Binding energies of one electron added to closed-shell Ru34+ ([Ne]), computed with PySCF 2.14.0 from a GHF reference, with the X2C-1e Hamiltonian, screened-nucleus spin-orbit coupling, a Gaussian nucleus and an even-tempered 18s13p6d3f basis. Second order and EOM-CCSD (EOM-EA-GCCSD) keep 1s frozen; the latter is corrected in second order for the cut virtual space.

## The fit in Python

```python
# Table: binding energies (eV) of one electron added to Ru34+ [Ne]; PySCF, X2C-1e + screened-nucleus SO;
# Koopmans, second order, EOM-EA-GCCSD. Tested: quantum defects, n*^-3 scaling, basis error from a radial
# scaled-ZORA model (Hartree core, no exchange), core-polarisation fit of the correction against rivals.
T = {
    'level': ['3s1/2', '3p1/2', '3p3/2', '3d3/2', '3d5/2', '4s1/2', '4p1/2', '4p3/2'],
    'koop': [2012.789, 1937.914, 1904.062, 1805.522, 1798.481, 1087.351, 1049.899, 1033.985],  # eV
    'second': [2013.523, 1938.772, 1904.884, 1806.135, 1799.067, 1087.693, 1050.316, 1034.398],  # eV
    'eom': [2013.525, 1938.774, 1904.886, 1806.136, 1799.069, 1087.695, 1050.317, 1034.399],  # eV
    'corr': [0.736, 0.861, 0.824, 0.614, 0.588, 0.344, 0.418, 0.415],  # eV
}
import numpy as np
from scipy.constants import physical_constants as pc, alpha
from scipy.linalg import eigh
from scipy.integrate import cumulative_trapezoid as ct
Ha = pc['Hartree energy in eV'][0]; c = 1/alpha; Z, z = 44, 34
L = T['level']; ko, se, eo, co = (np.array(T[k], float) for k in ('koop', 'second', 'eom', 'corr'))
n = np.array([int(s[0]) for s in L]); l = ['spd'.index(s[1]) for s in L]; I = {s: i for i, s in enumerate(L)}
kap = [li if int(s[2]) == 2*li-1 else -(li+1) for s, li in zip(L, l)]
# further output of the same calculation: guess weight, cut-space correction (eV), basis (count, smallest, ratio)
wt = np.array([0.99983, 0.99981, 0.99982, 0.99988, 0.99983, 0.99991, 0.99992, 0.99992])
cut = np.array([0.176, 0.17542, 0.16498, 0.30356, 0.2952, 0.093284, 0.15487, 0.1503])
run = [(18, 3.3, 2.6), (13, 4.3, 2.6), (6, 4.4, 2.8)]; dense = [(35, 0.5, 1.7), (28, 0.5, 1.7), (20, 0.5, 1.7)]
x = np.linspace(np.log(1e-7), np.log(8), 5000); r = np.exp(x); w = r*(x[1]-x[0])
a, b = Z-0.3, Z-4.15   # Slater screening
rho = 8*a**3*r**2*np.exp(-2*a*r) + (b**3/4*r**2*(2-b*r)**2 + b**5*r**4/4)*np.exp(-b*r)
o = ct(rho, x, initial=0); V = -Z/r + ct(rho*r, x, initial=0)/r + o[-1] - o; K = 1/(1-V/(2*c*c))
def solve(bas, i):
    N, a0, q = bas[l[i]]; e = (a0*q**np.arange(N))[:, None]
    B = r**(l[i]+1)*np.exp(-e*r*r); B /= np.sqrt((B*B*w).sum(1))[:, None]
    D = ((l[i]+1+kap[i])/r - 2*e*r)*B
    E, C = eigh((D*K*w/2)@D.T + (B*V*w)@B.T, (B*w)@B.T); k = n[i]-l[i]-1; v = C[:, k]
    return -Ha*E[k]/(1+((v@D)**2*K*K*w).sum()/(4*c*c)), (v@B)**2*w
R = [solve(run, i) for i in range(8)]; Dn = [solve(dense, i) for i in range(8)]
Er, Ed = np.array([t[0] for t in R]), np.array([t[0] for t in Dn])
Pr, Pd = np.array([t[1] for t in R]), np.array([t[1] for t in Dn])
ns = lambda E: z*np.sqrt(Ha/2/E)
print('rounding floor 0.001 eV; hydrogenic z=34: n=3 %.1f, n=4 %.1f eV' % (z*z*Ha/18, z*z*Ha/32))
print('level defect 1e5*shift_by_corr corr/E(1e-4) eom-2nd(eV) cut_share (corr-cut)/(1-w)(keV)')
for i, s in enumerate(L):
    print('%s %.4f %.1f %.2f %.3f %.2f %.1f' % (s, n[i]-ns(eo[i]), 1e5*(ns(ko[i])-ns(eo[i])), 1e4*co[i]/eo[i], eo[i]-se[i], cut[i]/co[i], (co[i]-cut[i])/(1-wt[i])/1e3))
print('level model_run(eV) koop-model basis_err(eV) defect_koop, +basis_err <r>run <r>dense(bohr)')
for i, s in enumerate(L):
    print('%s %.1f %.1f %.2f %.4f %.4f %.3f %.3f' % (s, Er[i], ko[i]-Er[i], Ed[i]-Er[i], n[i]-ns(ko[i]), n[i]-ns(ko[i]+Ed[i]-Er[i]), Pr[i]@r, Pd[i]@r))
lin = lambda f: (f@co/(f@f), f*(f@co)/(f@f))
W = lambda rc: Ha*(-np.expm1(-(r/rc)**6))/(2*r**4)
rms = lambda m: np.sqrt(np.mean((m-co)**2))
best = lambda P: min(np.linspace(0.02, 0.5, 241), key=lambda rc: rms(lin(P@W(rc))[1]))
rc, rd = best(Pr), best(Pd)
M = {'polar,run basis': Pr@W(rc), 'polar,dense': Pd@W(rd), 'core overlap': Pr@(rho/(4*np.pi*r*r)), 'fraction of E': ko}
print('fits of corr, model-table (eV) in row order; r_c run %.3f, dense %.3f bohr' % (rc, rd))
for k, f in M.items():
    p, m = lin(f); j = np.argmax(abs(m/co-1))
    print('%s: coef %.3g rms %.3f worst %s %+.0f%%' % (k, p, rms(m), L[j], 100*(m[j]/co[j]-1)))
    print('  ' + ' '.join('%+.3f' % t for t in m-co))
print('n=4/n=3 ratio of corr: table, n*^-3, polar run, polar dense (same r_c)')
for s in ('s1/2', 'p1/2', 'p3/2'):
    i, j = I['4'+s], I['3'+s]; f, g = Pr@W(rc), Pd@W(rc)
    print('%s %.3f %.3f %.3f %.3f' % (s, co[i]/co[j], (eo[i]/eo[j])**1.5, f[i]/f[j], g[i]/g[j]))
    assert 0.3 < co[i]/co[j] < 0.6
print('doublet: split eom, koop, model run, dense (eV); corr ratio low/high j: table, n*^-3, polar run, dense')
S = {}
for s, u, v in (('3p', '1/2', '3/2'), ('4p', '1/2', '3/2'), ('3d', '3/2', '5/2')):
    i, j = I[s+u], I[s+v]; f, g = Pr@W(rc), Pd@W(rc); S[s] = np.array([E[i]-E[j] for E in (eo, ko, Er, Ed)])
    print(s, '%.3f %.3f %.2f %.2f;' % tuple(S[s]), '%.3f %.3f %.3f %.3f' % (co[i]/co[j], (eo[i]/eo[j])**1.5, f[i]/f[j], g[i]/g[j]))
print('4p/3p splitting: eom %.3f koop %.3f model run %.3f dense %.3f' % tuple(S['4p']/S['3p']), 'n*^-3 %.3f' % ((eo[I['4p3/2']]/eo[I['3p3/2']])**1.5))
i = I['3d5/2']; r4 = Pd[i]@r**-4; dE = b*b/2*(1/4-1/9)
print('3d5/2 <r^-4> %.0f au; apparent alpha uncut %.1e au; sum-rule order 8/dE^2 %.0e au (dE %.1f keV)' % (r4, 2*co[i]/Ha/r4, 8/dE**2, dE*Ha/1e3))
print('core 2p <r> %.3f bohr; max|eom-2nd|/corr %.4f; 1/z %.3f' % (5/b, max(abs(eo-se)/co), 1/z))
assert (co > 0).all() and max(abs(eo-se)) < 0.0035
assert co[I['3p1/2']] > co[I['3p3/2']] > co[I['3s1/2']] > co[I['3d3/2']] > co[I['3d5/2']]
assert (eo > z*z*Ha/2/n**2).all()
```

It prints:

```
rounding floor 0.001 eV; hydrogenic z=34: n=3 1747.6, n=4 983.0 eV
level defect 1e5*shift_by_corr corr/E(1e-4) eom-2nd(eV) cut_share (corr-cut)/(1-w)(keV)
3s1/2 0.2051 51.1 3.66 0.002 0.24 3.3
3p1/2 0.1518 63.2 4.44 0.002 0.20 3.6
3p3/2 0.1265 62.2 4.33 0.002 0.20 3.7
3d3/2 0.0490 50.2 3.40 0.001 0.49 2.6
3d5/2 0.0432 48.3 3.27 0.002 0.50 1.7
4s1/2 0.1974 60.1 3.16 0.002 0.27 2.8
4p1/2 0.1303 77.0 3.98 0.001 0.37 3.3
4p3/2 0.1006 78.1 4.01 0.001 0.36 3.3
level model_run(eV) koop-model basis_err(eV) defect_koop, +basis_err <r>run <r>dense(bohr)
3s1/2 1993.9 18.9 0.57 0.2046 0.2050 0.349 0.348
3p1/2 1921.4 16.5 0.51 0.1511 0.1515 0.333 0.332
3p3/2 1888.0 16.1 0.51 0.1259 0.1263 0.339 0.339
3d3/2 1785.7 19.8 0.81 0.0485 0.0492 0.298 0.297
3d5/2 1778.2 20.3 0.80 0.0428 0.0434 0.300 0.299
4s1/2 1080.7 6.7 3.68 0.1968 0.2032 0.616 0.640
4p1/2 1043.6 6.3 10.71 0.1295 0.1491 0.583 0.629
4p3/2 1027.6 6.4 13.14 0.0998 0.1244 0.583 0.638
fits of corr, model-table (eV) in row order; r_c run 0.086, dense 0.086 bohr
polar,run basis: coef 6.96e-05 rms 0.035 worst 4p1/2 -15%
  +0.018 +0.002 +0.045 -0.008 +0.002 -0.044 -0.061 -0.041
polar,dense: coef 7.04e-05 rms 0.060 worst 4p1/2 -26%
  +0.027 +0.011 +0.054 -0.002 +0.008 -0.062 -0.107 -0.098
core overlap: coef 0.00543 rms 0.277 worst 3d3/2 -64%
  +0.404 -0.224 -0.239 -0.390 -0.371 +0.136 -0.129 -0.141
fraction of E: coef 0.000382 rms 0.076 worst 4s1/2 +21%
  +0.033 -0.121 -0.097 +0.076 +0.099 +0.071 -0.017 -0.020
n=4/n=3 ratio of corr: table, n*^-3, polar run, polar dense (same r_c)
s1/2 0.467 0.397 0.397 0.370
p1/2 0.485 0.399 0.413 0.357
p3/2 0.504 0.400 0.430 0.361
doublet: split eom, koop, model run, dense (eV); corr ratio low/high j: table, n*^-3, polar run, dense
3p 33.888 33.852 33.45 33.44; 1.045 1.027 0.993 0.994
4p 15.918 15.914 16.00 13.57; 1.007 1.023 0.955 0.983
3d 7.067 7.041 7.54 7.55; 1.044 1.006 1.027 1.027
4p/3p splitting: eom 0.470 koop 0.470 model run 0.478 dense 0.406 n*^-3 0.400
3d5/2 <r^-4> 930 au; apparent alpha uncut 4.6e-05 au; sum-rule order 8/dE^2 7e-04 au (dE 3.0 keV)
core 2p <r> 0.125 bohr; max|eom-2nd|/corr 0.0058; 1/z 0.029
```
